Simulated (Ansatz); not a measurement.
# Pressure shift of the zone-centre optical modes of zinc-blende BP from LDA linear response

The zone-centre optical modes of zinc-blende BP are calculated with the LDA at a series of fixed volumes, from tension to compression. Pressure is that of the static lattice, with zero at the relaxed cell. T2 is the mode without the macroscopic field, that is, the transverse one; the top LO mode includes the field.

**Problem.** Find the shift of each mode in cm⁻¹ per GPa, decide which shifts more, and locate the bend in the line. The answer is of use wherever a Raman line serves as a gauge of stress in a BP film or crystal, since an error in the slope passes directly into the stress that is read off.

## Method

One crystal, BP (zinc-blende) (known phase). Its volume was then scaled in steps, which gives the pressures listed, with shape and atoms relaxed where symmetry leaves them free. The structures stem from measured cells of the Crystallography Open Database, directly or through a relaxation at another level; cell and atoms were relaxed at zero pressure at each row's own level, inside the symmetry of the start, with no thermal or zero-point expansion. Program: Ansatz 0.2.0, plane waves, LDA, the program's earlier default PAW potentials, scalar-relativistic without spin-orbit coupling, no spin polarisation. Wave-function cutoff 420 eV (the default for the potentials of each cell); on the k meshes (Γ-centred) the least product of divisions and cell-vector length runs from 36 to 39 Å. Occupations: fixed for the linear response and the relaxed cell, Gaussian smearing of 0.02 eV for the single points at the scaled volumes. Harmonic modes at natural masses come from linear response (density functional perturbation theory), with the acoustic sum rule imposed. Born charges and ε∞ come from the response to a homogeneous electric field, checked for convergence in its k mesh; the charge sum rule is imposed.

Notes on method and selection:

- Harmonic values at the static lattice; measured values carry thermal expansion and anharmonic shifts at their temperature.
- Modes are followed from row to row by the overlap of their patterns.
- Semilocal functionals put Kohn-Sham gaps below measured gaps and, as a rule, ε∞ above measured values.
- Negative pressure is tension; other phases that would form under pressure are ignored.
- dω/dP = γω₀/B₀, with γ the mode Grüneisen parameter and B₀ = −V dP/dV the bulk modulus.
- Runs that did not converge, have known faults, used another set of PAW files or may not be shown are not listed.

Columns:

- pressure (GPa): hydrostatic pressure of the static lattice, compression positive.
- ε static: static dielectric constant, ions relaxed.
- Kohn-Sham gap (eV): Kohn-Sham gap, lowest empty minus highest filled level on the k mesh.
- T2 (cm⁻¹): zone-centre mode T2, no LO-TO term.
- volume per atom (Å³): volume per atom of the relaxed cell.
- energy (meV/atom): static energy per atom above the relaxed cell.
- top LO mode (cm⁻¹): highest zone-centre mode with the macroscopic field.

Input lines of one member:

```
kpoints:
  mp_grid: { grid: [12, 12, 12] }
hamiltonian:
  xc: lda
  pseudopotentials: { kind: paw, azcp: { folder: soft_1 }, xc_functional: pbe }
scf:
  occupations: { method: fixed }
output:
  eigenvalues: true
phonons:
  method: dfpt
  dielectric: true
  rigid_motions: translations
  raman: true
```

Command (options for logging and memory left out): `ansatz run input.yaml --threads 4 --backend cpu`

## The series

| member | pressure (GPa) | ε∞ | ε static | Kohn-Sham gap (eV) | T2 (cm⁻¹) | volume per atom (Å³) | energy (meV/atom) | top LO mode (cm⁻¹) |
| --- | --- | --- | --- | --- | --- | --- | --- | --- |
| −9.17 GPa | −9.17 | 9.221 | 9.31 | 1.22 | 773.7 | 12.00 | 20.36 | 777.3 |
| −6.40 GPa | −6.40 | 9.206 | 9.32 | 1.19 | 788.9 | 11.77 | 9.33 | 793.6 |
| −3.35 GPa | −3.35 | 9.194 | 9.33 | 1.17 | 804.6 | 11.55 | 2.41 | 810.6 |
| +0.00 GPa | 0.00 | 9.184 | 9.35 | 1.14 | 820.9 | 11.32 | 0.00 | 828.2 |
| +1.80 GPa | 1.80 | ? | ? | ? | ? | ? | ? | ? |
| +3.69 GPa | 3.69 | 9.177 | 9.37 | 1.12 | 837.8 | 11.09 | 2.57 | 846.7 |
| +7.74 GPa | 7.74 | 9.172 | 9.40 | 1.09 | 855.2 | 10.87 | 10.60 | 866.0 |
| +12.21 GPa | 12.21 | 9.170 | 9.44 | 1.06 | 873.4 | 10.64 | 24.65 | 886.1 |
| +17.12 GPa | 17.12 | 9.170 | 9.48 | 1.04 | 892.1 | 10.41 | 45.30 | 907.1 |
| +22.52 GPa | 22.52 | 9.171 | 9.53 | 1.01 | 911.6 | 10.19 | 73.25 | 929.1 |

Cells marked ? are withheld until the estimate has been made.

Least-squares fits to the members shown, with x = pressure (GPa); R² and errors in the fitted variable (y, or ln y where the fit is in ln y):

| y | members | fit | R² | rms residual | leave-one-out rms | the same for the mean of the others |
| --- | --- | --- | --- | --- | --- | --- |
| T2 (cm⁻¹) | 9 | y = 818.4 + 4.343 x | 1.00 | 3.0 | 4.3 | 50 |
| volume per atom (Å³) | 9 | y = 11.374 − 0.056878 x | 0.99 | 0.063 | 0.091 | 0.66 |

## The trend and its physics

**Solution.** Around zero pressure, the rows at −3.35 and +3.69 GPa give (837.8 − 804.6) / 7.04 = 4.72 cm⁻¹ per GPa for T2 and (846.7 − 810.6) / 7.04 = 5.13 cm⁻¹ per GPa for the LO mode, which therefore shifts more.

The bend has no single place. From row to row the T2 slope falls at every step, from 15.2 / 2.77 = 5.49 at the tension end to 19.5 / 5.40 = 3.61 at the compressed end. Against volume the behaviour is simpler: frequency times volume per atom is least at −9.17 GPa, 773.7 × 12.00 = 9284 cm⁻¹ Å³, and greatest at +7.74 GPa, 855.2 × 10.87 = 9296 cm⁻¹ Å³, so it hardly varies over the nine rows and the mode Grüneisen parameter γ is close to 1. Shorter bonds are stiffer, and with fixed masses the force constant grows roughly as the inverse square of the volume.

With γ near 1, the slope is about ω/B, where B is the bulk modulus at the given volume. Taking B = −V ΔP/ΔV at the mean volume of a pair, the first two rows give (12.00 + 11.77) / 2 × 2.77 / (12.00 − 11.77) = 143 GPa and the last two (10.41 + 10.19) / 2 × 5.40 / (10.41 − 10.19) = 253 GPa, each uncertain by a few per cent because the volumes are rounded. The crystal becomes harder to compress much faster than ω rises, and this bends the line.

The LO mode gains more because its distance from T2 widens from 828.2 − 820.9 = 7.3 cm⁻¹ at zero pressure to 929.1 − 911.6 = 17.5 cm⁻¹ at 22.52 GPa. The difference of the squared frequencies varies as Z²/(ε∞V), with Z the Born charge. It is (828.2 − 820.9) × (828.2 + 820.9) = 12038 cm⁻² at zero pressure and (929.1 − 911.6) × (929.1 + 911.6) = 32212 cm⁻² at 22.52 GPa, a growth by a factor of 32212 / 12038 = 2.68, of which the smaller volume supplies only 11.32 / 10.19 = 1.11, while ε∞ hardly changes. The rest comes from Z, which must rise by about half, in line with the computed growth of the Born charges.

The input combines the LDA with PAW potentials made for PBE, which may offset the absolute frequencies; an offset common to all rows cancels in the slopes.

## Prediction

Plain estimates from the members shown:

- +1.80 GPa, fit at x = 1.80: 826.2 cm⁻¹
- +1.80 GPa, straight-line interpolation between +0.00 GPa and +3.69 GPa: w = (1.80 − 0.00) / (3.69 − 0.00) = 0.488, so 820.9 + 0.488 × (837.8 − 820.9) = 829.1 cm⁻¹

The straight-line fit is the weaker of the two plain estimates at +1.80 GPa. It ignores the bend and already lies 820.9 − 818.4 = 2.5 cm⁻¹ too low at zero pressure. Interpolation between the two neighbouring rows gives 829.1 cm⁻¹, but a chord runs slightly below a line whose slope falls with pressure, so a small upward correction is due.

Its size follows from a parabola through the rows at −3.35, 0.00 and +3.69 GPa. The slopes of the two intervals are 16.3 / 3.35 = 4.866 and 16.9 / 3.69 = 4.580 cm⁻¹ per GPa, and the quadratic coefficient is (4.580 − 4.866) / 7.04 = −0.0406 cm⁻¹ per GPa². The correction to the chord is 0.0406 × 1.80 × (3.69 − 1.80) = 0.14 cm⁻¹, which gives 820.9 + 16.9 × 1.80 / 3.69 + 0.14 = 829.28 cm⁻¹.

The same route can be tried on shown members, each left out in turn and replaced by a parabola through its two neighbours and the next row on the low-pressure side. For +3.69 GPa the chord has the slope (855.2 − 820.9) / 7.74 = 4.432 and the quadratic coefficient is (4.432 − 4.866) / (7.74 + 3.35) = −0.0391, so the estimate is 820.9 + 4.432 × 3.69 + 0.0391 × 3.69 × 4.05 = 837.84 cm⁻¹, where the table has 837.8. For +7.74 GPa the slope is (873.4 − 837.8) / (12.21 − 3.69) = 4.178 and the coefficient (4.178 − 4.580) / 12.21 = −0.0329, so the estimate is 837.8 + 4.178 × 4.05 + 0.0329 × 4.05 × 4.47 = 855.32 cm⁻¹, where the table has 855.2. The misses are 0.04 and 0.12 cm⁻¹, over gaps about twice as wide as the one to be filled here. The parabola itself should therefore do better here, but the rounding of the tabled frequencies remains, and an error of 0.1 cm⁻¹ is allowed.

**Committed estimate, +1.80 GPa: T2 = 829.3 ± 0.1 cm⁻¹.**

## The withheld result

| member | pressure (GPa) | ε∞ | ε static | Kohn-Sham gap (eV) | T2 (cm⁻¹) | volume per atom (Å³) | energy (meV/atom) | top LO mode (cm⁻¹) |
| --- | --- | --- | --- | --- | --- | --- | --- | --- |
| +1.80 GPa | 1.80 | 9.180 | 9.36 | 1.13 | 829.3 | 11.21 | 0.64 | 837.4 |

| member | estimate | T2 (cm⁻¹) | computed | estimate − computed | miss in error bars |
| --- | --- | --- | --- | --- | --- |
| +1.80 GPa | committed | 829.3 | 829.3 | 0.0 | 0.0 |
| +1.80 GPa | fit | 826.2 | 829.3 | −3.1 |  |
| +1.80 GPa | interpolation | 829.1 | 829.3 | −0.2 |  |

The computed T2 frequency at +1.80 GPa is 829.3 cm⁻¹, equal to the estimate at the printed precision and so inside the error bar of 0.1 cm⁻¹. Interpolation between the neighbours was 0.2 cm⁻¹ too low and the straight-line fit 3.1 cm⁻¹ too low.

The correction for curvature had the right sign and size, though at 0.14 cm⁻¹ it is little more than the last printed digit. The bend itself is better seen in the slopes. The new row divides the interval from 0.00 to +3.69 GPa into two parts, with (829.3 − 820.9) / 1.80 = 4.67 and (837.8 − 829.3) / (3.69 − 1.80) = 4.50 cm⁻¹ per GPa, so the slope goes on falling at each step here too.

The volume argument also passes: 829.3 × 11.21 = 9296 cm⁻¹ Å³, which agrees with the two neighbouring rows within the rounding of the volumes. The LO mode lies 837.4 − 829.3 = 8.1 cm⁻¹ above T2, between the 7.3 and 8.9 cm⁻¹ of the neighbouring rows, as a steadily growing Born charge requires.

## Exceptions

Least-squares fits to the whole series, with x = pressure (GPa); R² and errors in the fitted variable (y, or ln y where the fit is in ln y):

| y | members | fit | R² | rms residual | leave-one-out rms | the same for the mean of the others |
| --- | --- | --- | --- | --- | --- | --- |
| T2 (cm⁻¹) | 10 | y = 818.7 + 4.334 x | 1.00 | 3.0 | 4.2 | 47 |
| volume per atom (Å³) | 10 | y = 11.367 − 0.056696 x | 0.99 | 0.062 | 0.089 | 0.62 |

Largest departures from the fit to the whole series:

| member | T2 (cm⁻¹) | fit | computed − fit | in rms residuals |
| --- | --- | --- | --- | --- |
| −9.17 GPa | 773.7 | 779.0 | −5.3 | 1.8 |
| +22.52 GPa | 911.6 | 916.3 | −4.7 | 1.6 |
| +3.69 GPa | 837.8 | 834.7 | +3.1 | 1.0 |
| +7.74 GPa | 855.2 | 852.2 | +3.0 | 1.0 |

The largest departures from the straight line are −5.3 cm⁻¹ at −9.17 GPa and −4.7 cm⁻¹ at +22.52 GPa, while +3.69 and +7.74 GPa lie about 3 cm⁻¹ above it. Negative at both ends and positive between them is the pattern left by a straight line drawn through a curve whose slope falls with pressure. These rows therefore show a fault of the fit and no peculiarity of the crystal at those pressures.

A relation in volume confirms this. If T2 varies as 1/V from the relaxed cell, the constant is 820.9 × 11.32 = 9292.6 cm⁻¹ Å³. It gives 9292.6 / 12.00 = 774.4 cm⁻¹ at −9.17 GPa and 9292.6 / 10.19 = 911.9 cm⁻¹ at +22.52 GPa. The departures shrink to −0.7 and −0.3 cm⁻¹, far below those from the straight line. They need not vanish, since γ is close to 1 but not exactly 1 at every volume, and the rounding of the tabled volumes alone can shift these values by several tenths of a cm⁻¹.

## Closing remarks

From −9.17 to +22.52 GPa, T2 follows the inverse volume closely, and its slope against pressure falls steadily, with no kink. A member between listed pressures can be estimated to about 0.1 cm⁻¹ from a parabola through three nearby rows.

Near zero pressure, a T2 shift of 1 cm⁻¹ corresponds to 1 / 4.72 = 0.21 GPa, and an LO shift of 1 cm⁻¹ to 1 / 5.13 = 0.19 GPa. Using the slope of the whole-range fit for T2 instead would overstate a small pressure by a factor of 4.72 / 4.334 = 1.09. These factors are for hydrostatic pressure; a film under biaxial stress needs others.

Thermal and zero-point motion, left out here, should lower the frequencies somewhat, which matters for absolute positions but should largely cancel in the shifts.

[Logs are printed without paths, hosts, clocks, repeated set-up lines and the standing remarks that a program may print on its own settings, such as how far it seeks lower states.]
